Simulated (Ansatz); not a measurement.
# The atomisation energy (no zero-point term) down a group: B to Ga

Gas-phase molecules, one atom swapped for its congeners: C4H11B `BCC(C)C`; C4H11Al `CC(C)[CH2][AlH2]`; C4H11Ga `CC(C)[CH2][GaH2]`. All are singlets with charge 0.

Shapes, held fixed at every level: PBE0-D4/def2-TZVP. Flexible molecules stand in one conformer, not always the lowest. Programs: Ansatz 0.2.0. Values in eV.

| level | C4H11B | C4H11Al | C4H11Ga |
| --- | --- | --- | --- |
| HF/def2-SVP | 50.09 | 47.03 | 46.19 |
| HF/def2-TZVPP | 49.28 | 46.32 | 45.48 |
| BHLYP-D4/def2-TZVPP | 62.88 | 59.66 | 58.87 |
| r2SCAN0-D4/def2-TZVPP | 63.64 | 60.40 | 59.72 |
| MP2/def2-SVP | 61.80 | 58.51 | 57.89 |
| MP2/def2-TZVPP | 62.99 | 59.80 | 59.28 |

At MP2/def2-TZVPP the atomisation energy falls at every step, from 62.99 to 59.28 eV. Every level shows the same order. Relativity is left out for Ga. Outer-core shells of Ga are correlated in most correlated rows, in sets that cover them unevenly. Spin-orbit coupling, which grows down the group, is left out (summed over each molecule's free atoms 0.02, 0.02, 0.08 eV).

The drop from boron to aluminium is far larger than that from aluminium to gallium, at every level. Since the isobutyl framework is common to all three molecules, the differences mainly reflect the two metal–hydrogen bonds and the one metal–carbon bond. Boron's compact 2s and 2p orbitals overlap well with those of carbon and hydrogen, whereas aluminium's valence shell is more diffuse, and the greater polarity of its bonds only partly makes up for this. In gallium the filled 3d shell screens the nuclear charge poorly, so the 4s pair is held tightly and costs more to engage in three bonds, which probably explains the further small decrease.

Hartree–Fock gives much lower totals because electron pairing in the bonds brings correlation energy that the free atoms lack, yet it keeps the order, so the trend is already present at the mean-field level. These totals are not individual bond strengths, and they do not rank the monomers' tendency to associate through hydrogen bridges.
